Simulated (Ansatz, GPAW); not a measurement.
# Work functions of close-packed faces of 4d and 5d metals against Pauling electronegativity, PBE and LDA

The usual rule of thumb says that the more electronegative metal holds its electrons more tightly and so has the higher work function. I put it to the test on the densest faces of some late 4d and 5d metals, with tungsten added. The matter is practical, because the work function of a contact or gate metal helps to set the barrier that carriers meet at a junction, and a few tenths of an eV there change a current by orders of magnitude at room temperature. Each value is the vacuum level outside an unrelaxed slab less its Fermi level, calculated with PBE and with LDA at the same measured lattice constant. Measured work functions for some of the faces are set beside the computed ones further on.

## Method

GPAW 26.7.0 with its PAW setups. Symmetric 1×1 slabs of 6 to 7 atomic planes are cut at the tabulated measured lattice constant with atoms at bulk places and 16 Å of vacuum, periodic along the normal. Plane waves up to 450 eV, meshes of 10 to 12 points along the first in-plane vector, Fermi-Dirac smearing of 0.1 eV. Spin-paired; scalar-relativistic, no spin-orbit coupling. The face is (111) for fcc, (110) for bcc and (0001) for hcp crystals.

Notes on method and selection:

- Slabs of this thickness leave size errors that can reach a tenth of an eV.
- The atoms are not relaxed; relaxation matters most on open faces.
- Runs in which the search for lower states was switched off are not listed.
- Runs that did not converge, have known faults or may not be shown are not listed, and runs on Ansatz's PAW sets soft_1 and soft_2 are kept to separate tables.

Columns:

- electronegativity: Pauling electronegativity of the element (tabulated).
- top-layer density (nm⁻²): atoms per nm² in the top layer.
- planes: atomic planes in the slab.
- Φ PBE (eV): work function: vacuum level outside the slab less the Fermi level, PBE.
- Φ LDA (eV): work function: vacuum level outside the slab less the Fermi level, LDA.

## The series

| member | electronegativity | top-layer density (nm⁻²) | planes | Φ PBE (eV) | Φ LDA (eV) | remark |
| --- | --- | --- | --- | --- | --- | --- |
| Ru(0001) | 2.20 | 15.8 | 6 | 5.06 | 5.42 | hcp |
| Pd(111) | 2.20 | 15.3 | 7 | 5.23 | 5.64 | fcc |
| Ir(111) | 2.20 | 15.7 | 7 | 5.51 | 5.86 | fcc |
| Rh(111) | 2.28 | 16.0 | 7 | 5.15 | 5.53 | fcc |
| Pt(111) | 2.28 | 15.0 | 7 | ? | ? |  |
| W(110) | 2.36 | 14.2 | 6 | 4.92 | 5.18 | bcc |
| Au(111) | 2.54 | 13.9 | 7 | 5.17 | 5.59 | fcc |

Cells marked ? are withheld until the estimate has been made.

## Reading the trend

The rule fails within this group. Ru, Pd and Ir share an electronegativity of 2.20, yet their PBE work functions run from 5.06 to 5.51 eV, a spread of 0.45 eV. Au, the most electronegative member shown, has 5.17 eV, below the mean of those three, (5.06 + 5.23 + 5.51) / 3 = 5.27 eV. W has the second-highest electronegativity and the lowest work function. Over all metals, from the alkalis upward, the rule amounts to roughly 2 eV per Pauling unit, but the members here span only 2.54 − 2.20 = 0.34 units, and other influences of similar size take over.

Position in the periodic table orders the values better. From Ru through Rh to Pd the work function rises by 0.09 and then 0.08 eV. Each step is within the possible size error of a slab, but the direction is the expected one: the added d electrons screen the growing nuclear charge incompletely, so the d band sinks and takes the Fermi level with it. In Au the d band is full and the Fermi level lies in the broad sp band above it, which may be why Au falls below Ir. Going down from Rh to Ir adds 0.36 eV, well outside the size error. The relativistic lowering of the 6s states is a likely contributor. Closer packing of the top layer is not the cause, since Ir has a slightly lower density than Rh.

LDA gives the higher work function in every row shown, by 0.26 eV for W up to 0.42 eV for Au, with a mean of (0.36 + 0.41 + 0.35 + 0.38 + 0.26 + 0.42) / 6 = 0.36 eV. The geometry is the same for both functionals, so the shift comes from the exchange-correlation treatment, through the Fermi level in the bulk and the dipole at the surface, and not from a different lattice constant. Both functionals put the six members in the same order, so the choice between them moves the scale far more than it changes the comparison.

## Blind estimate

Plain estimates from the members shown:

- Pt(111), mean of the 6 members shown: 5.17 eV, standard deviation 0.18

The mean of the members shown, 5.17 eV, takes no account of where Pt stands, and electronegativity offers no useful correction to it. I prefer to use the neighbours. Pt follows Ir in the 5d row as Pd follows Rh in the 4d row, and all four are fcc (111) slabs of 7 planes. If the step along the row is the same in both,

Φ(Pt) = Φ(Ir) + Φ(Pd) − Φ(Rh) = 5.51 + 5.23 − 5.15 = 5.59 eV.

The same sum for the top-layer density gives 15.7 + 15.3 − 16.0 = 15.0 nm⁻², which is the tabulated value for Pt, so I add no correction for packing.

The members shown allow a trial only of the step along a row. Carrying the step from Ru to Rh one place further predicts 5.15 + 0.09 = 5.24 eV for Pd, against 5.23 eV calculated. So close a hit says little about the error, given the size effects in each slab.

For the error bar I treat the size error as spread evenly within ±0.1 eV, which is a standard deviation of 0.1 / √3 = 0.06 eV per slab. Four slabs enter, the target included, and give 0.06 × √4 = 0.12 eV. The step may also differ between the rows, and I allow its full size, 0.08 eV, for that. Together, √(0.12² + 0.08²) = 0.14 eV.

**Committed estimate, Pt(111): Φ PBE = 5.59 ± 0.14 eV.**

## Result

| member | electronegativity | top-layer density (nm⁻²) | planes | Φ PBE (eV) | Φ LDA (eV) | remark |
| --- | --- | --- | --- | --- | --- | --- |
| Pt(111) | 2.28 | 15.0 | 7 | 5.62 | 6.01 | fcc |

| member | estimate | Φ PBE (eV) | computed | estimate − computed | miss in error bars |
| --- | --- | --- | --- | --- | --- |
| Pt(111) | committed | 5.59 | 5.62 | −0.03 | 0.2 |
| Pt(111) | mean | 5.17 | 5.62 | −0.45 |  |

The computed 5.62 eV lies 0.03 eV above my estimate, well inside the error bar of 0.14 eV. The mean of the other members misses by 0.45 eV. A miss this small is below the possible size error of a single slab, so it doesn't show that the route is good to a few hundredths.

The assumption that held is that the change from 4d to 5d is nearly the same in neighbouring columns: 0.36 eV from Rh to Ir and 5.62 − 5.23 = 0.39 eV from Pd to Pt. That agrees with a relativistic lowering of the 6s states, but doesn't test it, since no run without relativity is in the table. The step from Ir to Pt, 0.11 eV, has the sign expected of a sinking d band, though it is hardly larger than the size error.

Electronegativity does no better with Pt included. Rh and Pt share the value 2.28 and differ by 5.62 − 5.15 = 0.47 eV.

## Exceptions

Electronegativity gives no trend to depart from, so I measure from the mean of all seven PBE values, 5.24 eV. Pt lies 0.38 eV above it, W 5.24 − 4.92 = 0.32 eV below and Ir 0.27 eV above. With a standard deviation of roughly 0.25 eV, none of these is extreme for so small a set.

Pt and Ir are probably high in part because of the relativistic lowering of the 6s states, which the table doesn't test. W is a 5d metal too, but it stands well to the left in its row, where the smaller nuclear charge leaves the d band and the Fermi level higher. Its bcc face is also less densely packed than those of Ir and Pt, which may weaken the surface dipole. Packing alone can't account for its place, because Au has a still lower top-layer density and a work function higher by 5.17 − 4.92 = 0.25 eV.

W also has the smallest difference between LDA and PBE, 0.26 eV against 0.35 to 0.42 eV in the other rows. Its different band filling and crystal structure are possible reasons.

## Measured values

| member | quantity | measured | computed | computed − measured | conditions | source |
| --- | --- | --- | --- | --- | --- | --- |
| Pd(111) | Φ PBE (eV) | 5.67 | 5.23 | −0.44 | compiled values differ between sources by a tenth of an eV or more; compiled experimental value; Pd(111) single-crystal face | [1] |
| Ir(111) | Φ PBE (eV) | 5.78 | 5.51 | −0.27 | compiled values differ between sources by a tenth of an eV or more; compiled experimental value; Ir(111) single-crystal face | [1] |
| Rh(111) | Φ PBE (eV) | 5.46 | 5.15 | −0.31 | compiled values differ between sources by a tenth of an eV or more; compiled experimental value; Rh(111) single-crystal face | [1] |
| Pt(111) | Φ PBE (eV) | 5.91 | 5.62 | −0.29 | compiled values differ between sources by a tenth of an eV or more; compiled experimental value; Pt(111) single-crystal face | [1] |
| W(110) | Φ PBE (eV) | 5.25 | 4.92 | −0.33 | compiled values differ between sources by a tenth of an eV or more; compiled experimental value; W(110) single-crystal face | [1] |
| Au(111) | Φ PBE (eV) | 5.33 | 5.17 | −0.16 | compiled values differ between sources by a tenth of an eV or more; this face reconstructs in experiment and the slab does not | [2] |

Computed − measured (first source of each member):

- Φ PBE (eV): mean error −0.30, mean absolute error 0.30 over 6 members

Sources:

[1] "Anisotropic work function of elemental crystals" (2019, arXiv:1902.07811)  
[2] "Properties of real metallic surfaces: Effects of density functional semilocality and van der Waals nonlocality" (2017, arXiv:1702.08515)

PBE is below the measured value for all six faces compared, by 0.16 eV for Au up to 0.44 eV for Pd, with a mean error of −0.30 eV. Ru is not compared here. The order is nearly right: only Rh and Au change places, and their PBE values differ by just 0.02 eV.

LDA is the better level against these data. Its errors run from −0.07 eV for W to +0.26 eV for Au, and the mean absolute error is 0.10 eV against 0.30 eV for PBE. Au is the one face where PBE is nearer. An underestimate of a few tenths of an eV is usual for PBE on metal surfaces, while LDA probably gains from errors that cancel.

Slab thickness can add up to a tenth of an eV of either sign, and the missing relaxation probably less on such dense faces. The compiled values themselves differ by a tenth or more between sources, so I don't read the large error for Pd as a special failure of PBE there. For Au the measured face is reconstructed and the slab is not.

## What to take away

Between electronegativities of 2.20 and 2.54, the Pauling value doesn't order these work functions. Position in the periodic table does better, and the sum over neighbours gave Pt to 0.03 eV in its only trial. A step along the row shouldn't be carried past the filling of the d band: adding the step from Ir to Pt once more would give Au 5.62 + 0.11 = 5.73 eV, which is 5.73 − 5.17 = 0.56 eV too high.

Differences between faces are safer than single values, because much of the PBE error is common to them. The contact potential difference between Pt(111) and W(110) is 5.62 − 4.92 = 0.70 V in PBE, 6.01 − 5.18 = 0.83 V in LDA and 0.66 V from the measured values.

These are clean faces in vacuum. At a real contact, bonding to the other material and adsorbates both change the surface dipole, so the barrier doesn't follow from the work function alone. A layer of alkali atoms can lower the work function by roughly 2 to 3 eV, far more than the 0.70 eV spanned by the table.

[On method and selection: Error sizes named in these notes are rules of thumb and were not measured on these runs.]
